## Lorentz invariance of the dispersion and the lattice correction to $K_0/2\pi$

### Where the assumption enters

With $\hbar=c=1$, $\omega=\sqrt{\mathbf k^2+m^2}$ and $kx=\omega t-\mathbf k\cdot\mathbf x$, the Wightman function $D^+(x)=\int d^3k\,e^{-ikx}/[(2\pi)^3 2\omega]$ equals $mK_1(m\rho)/(4\pi^2\rho)$ at spacelike interval $\rho$, which falls as $\rho^{-3/2}e^{-m\rho}$. At large timelike interval $s$ and $t>0$ it varies as $s^{-3/2}e^{-ims}$. That it depends on one interval only follows from the invariance of the phase and of the measure $d^3k/2\omega$. In one space dimension the step is explicit. With $k=m\sinh\theta$ one has $dk/\omega=d\theta$, and

$$D_0^+(x,t)=\int\frac{dk}{2\pi}\frac{e^{ikx-i\omega t}}{2\omega}=\frac1{4\pi}\int d\theta\,e^{im(x\sinh\theta-t\cosh\theta)}.$$

A boost shifts $\theta$. For $|x|>|t|$ the shift removes $t$, and $\int_0^\infty\cos(z\sinh\theta)\,d\theta=K_0(z)$ gives $D_0^+=K_0(m\rho)/2\pi$ with $\rho^2=x^2-t^2$. Inside the forward cone $\rho\to is$, so that $D_0^+\simeq e^{-ims-i\pi/4}/\sqrt{8\pi ms}$.

In the spin-1 Heisenberg chain, $H=J\sum_n\mathbf S_n\cdot\mathbf S_{n+1}$ with spacing $a$, the magnon near $q=\pi/a$ has the Haldane gap $\Delta$ and velocity $v$. With $k=q-\pi/a$, time multiplied by $v$ and $m=\Delta/v$, the staggered part of $\langle S^z_n(t)S^z_0\rangle$ is proportional to $(-1)^nD^+(na,t)$. Here the invariance is emergent, and it fails in two places:

$$\omega^2=m^2+k^2-\eta a^2k^4+\dots,\qquad Z(k)=1-\zeta a^2k^2+\dots,$$

where $Z(k)/2\omega$ replaces the weight $1/2\omega$. Reflection symmetry makes both functions even in $k$.

The momentum-space Feynman function survives. The transform $\int dt\,e^{i\varepsilon t}$ of $\theta(t)D^+(x,t)+\theta(-t)D^+(-x,-t)$ gives for each $k$

$$\frac{Z}{2\omega}\left[\frac{i}{\varepsilon-\omega+i0}-\frac{i}{\varepsilon+\omega-i0}\right]=\frac{iZ(k)}{\varepsilon^2-\omega^2(k)+i0},$$

which is $i/(\varepsilon^2-k^2-m^2+i0)$ in the invariant case. What is lost is the closed form in space and time.

### First correction

The integrand depends on $m^2$ only through $\omega^2$, so a shift $\delta\omega^2=-\eta a^2k^4$ acts as $-\eta a^2k^4\,\partial/\partial m^2$. Under the integral $k^2\to-\partial_x^2$, and

$$\delta D^+=a^2\left[-\eta\,\partial_x^4\,\frac{\partial}{\partial m^2}+\zeta\,\partial_x^2\right]D_0^+ .$$

This is the first term of an asymptotic series in $(ma)^2$. It collects the region $k\sim m$ and holds many sites from the origin and away from the cone.

At equal times put $z=m|x|$. Then $\partial K_0/\partial m^2=-zK_1/2m^2$. From $K_0'=-K_1$, $(zK_1)'=-zK_0$ and $K_1'=-K_0-K_1/z$, the successive derivatives of $zK_1$ are $-zK_0$, $zK_1-K_0$, $K_1-zK_0$ and $(z-1/z)K_1-2K_0$, while $K_0''=K_0+K_1/z$. With $r=K_1(z)/K_0(z)$,

$$\frac{\delta D^+}{D_0^+}=(ma)^2\left\{\frac\eta2\left[\Big(z-\frac1z\Big)r-2\right]+\zeta\Big(1+\frac rz\Big)\right\}.$$

At large $z$, $r\simeq1+1/2z$, and the square bracket tends to $z-3/2$. The growing term is a change of decay rate. The branch point $k=i\kappa$ of $1/\omega$ obeys $m^2-\kappa^2-\eta a^2\kappa^4=0$, so that

$$\kappa=m\left[1-\tfrac12\eta(ma)^2\right].$$

The relation $\xi=v/\Delta$ for the correlation length $\xi=1/\kappa$ therefore belongs to the invariant limit. The weight $Z$ cannot move the branch point. Since $K_0(\kappa x)=K_0(z)+\tfrac12\eta(ma)^2zK_1(z)$, the remainder relative to $K_0(\kappa x)/2\pi$ is bounded at large $z$:

$$(ma)^2\left[(\zeta-\eta)+\Big(\zeta-\frac\eta2\Big)\frac rz\right].$$

On the time axis, a function $f(u)$ of $u=x^2-t^2$ has $\partial_x^2f=2f'$ and $\partial_x^4f=12f''$ at $x=0$, and $d/du=(m^2/2z)\,d/dz$ with $z=m\sqrt u$. Hence $(zK_1)''_{uu}=m^4K_1/4z$ and $(K_0)'_u=-m^2K_1/2z$, and

$$\frac{\delta D^+}{D_0^+}=\Big(\frac{3\eta}2-\zeta\Big)(ma)^2\,\frac{K_1(z)}{zK_0(z)},\qquad z=imt .$$

This term decays as $1/mt$, because the frequency $m$ and the curvature $1/m$ at $k=0$ are untouched by $\eta$.

### A model for the spin-1 chain

Typical values are $\Delta\approx0.41\,J$ and $v\approx2.46\,Ja$, which give $ma=1/6$. For the band we assume, with $a=1$,

$$\omega^2=m^2+(1-w)\sin^2k+4w\sin^2(k/2),\qquad \eta=\frac13-\frac w4 .$$

The limits are the spin-wave form ($w=0$, $\eta=1/3$) and the lattice Klein–Gordon form ($w=1$, $\eta=1/12$). We choose $w=1/6$, or $\eta=7/24$, so that the band top lies near the typical $2.7\,J$. In the model it sits at $\cos k=-1/5$ with energy $2.73\,J$. For the weight we use the first-moment sum rule. The double commutator of $H$ with $S^z_q$ makes $\int\varepsilon\,S(q,\varepsilon)\,d\varepsilon$ proportional to $1-\cos q=2\cos^2(k/2)$. If one mode exhausts the rule, its weight is this moment divided by $\omega$, so $Z=\cos^2(k/2)$ and $\zeta=1/4$. This value is an estimate, because multi-magnon states take part of the moment. All numbers below are the model's.

The decay rate falls by $0.41\,\%$, between $0.12\,\%$ for $\eta=1/12$ and $0.46\,\%$ for $\eta=1/3$, and $\xi=6.024\,a$ at first order. The exact branch point obeys $30\cosh^2\kappa+12\cosh\kappa-43=0$ and gives $6.024\,a$ as well. A length near $6a$ was put in through $v/\Delta$, and only the shift is derived. The equal-time corrections relative to $K_0(n/6)/2\pi$, in per cent and rounded separately, are:

| $n$ | $z$ | dispersion | weight | sum |
|---|---|---|---|---|
| 6 | 1 | $-0.8$ | $1.7$ | $0.9$ |
| 12 | 2 | $-0.1$ | $1.1$ | $1.1$ |
| 24 | 4 | $0.9$ | $0.9$ | $1.8$ |
| 48 | 8 | $2.6$ | $0.8$ | $3.4$ |

The full zone integral $\int_{-\pi}^{\pi}dk\,Z\cos(kn)/4\pi\omega$ differs from the first-order result by less than $0.1\,\%$ for the last three rows and by less than $0.3\,\%$ at $n=6$, where the second root, with $\cos k<-1$, still contributes an alternating term. If amplitude and $\xi$ are fitted, only $(\zeta-\eta/2)(ma)^2r/z$ is left of the first-order term. It is $0.4\,\%$ at $n=6$ and falls further out.

Interactions, also absent from the free theory, compete at short distance. The three-magnon continuum carries typically about $3\,\%$ of the single-magnon weight at $q=\pi/a$. A component of mass $\mu$ with spectral strength $g$ has weight $g/2\mu$ at $k=0$ and contributes $gK_0(\mu x)/2\pi$. A weight fraction $p$ thus means $g=p\mu/m$. Since $yK_0(y)$ decreases for $y\ge3$, placing the whole continuum at its threshold $\mu=3m$ bounds the relative contribution by $3pK_0(3z)/K_0(z)$ for $z\ge1$. The bound is $0.7\,\%$ at $n=6$, as large as the lattice term, and $0.1\,\%$ at $n=12$. The table describes the leading correction only from about two correlation lengths outward.

### On and inside the cone

At $x=0$ the series term has modulus $\tfrac3{16}(ma)^2/mt=0.5\,\%/mt$ at large $mt$. It is not the largest change there. A bounded band has further stationary points, which no order of the expansion about $k=0$ contains. A stationary point $k_*$ contributes $Z/(2\omega\sqrt{2\pi|\omega''|t})$ in modulus, with the same power $t^{-1/2}$ as the main term. At the band top $Z=2/5$, $\omega^2=221/180$ and $\omega''=(\omega^2)''/2\omega=-0.8/\omega$. At $k=0$, $\omega=1/6$ and $\omega''=6$. The two points $\pm k_*$ add in phase at $x=0$, and their amplitude relative to the gap term is $\sqrt{0.8/6\omega}=0.35$. The on-site function thus carries an oscillation at $2.73\,J$ with about a third of the amplitude of that at $\Delta$. The form $s^{-1/2}e^{-ims}$ describes the correlator only after averaging over several sites or filtering to energies of order $\Delta$.

The cone itself moves. For $m\ll k\ll1/a$, $\omega\simeq k+m^2/2k-\eta a^2k^3/2$ and the group velocity is $1-m^2/2k^2-3\eta a^2k^2/2$. Its maximum lies at $k^4=m^2/3\eta a^2$, where the two subtractions are equal:

$$v_{\max}/v=1-\sqrt{3\eta}\;ma .$$

This shift is of first order in $ma$. It gives $0.84$ for the model, and direct maximisation of $d\omega/dk$ gives $0.86$. At the maximum $\omega''=0$, two stationary points merge, and the logarithmic singularity of $K_0(m\rho)$ on the cone gives way to a finite Airy front at $|x|=v_{\max}t$. Beyond the front the stationary points are complex and $D^+$ decays exponentially. The commutator $D^+(x,t)-D^+(-x,-t)$ decays in the same way but no longer vanishes identically, since its vanishing rested on the boost to $t=0$.

In the model, then, dropping the invariance changes the equal-time function by one to three per cent between one and eight correlation lengths, largely through amplitude and $\xi$, while it slows the front by $14\,\%$ and adds a band-top oscillation of relative amplitude $0.35$ on the time axis.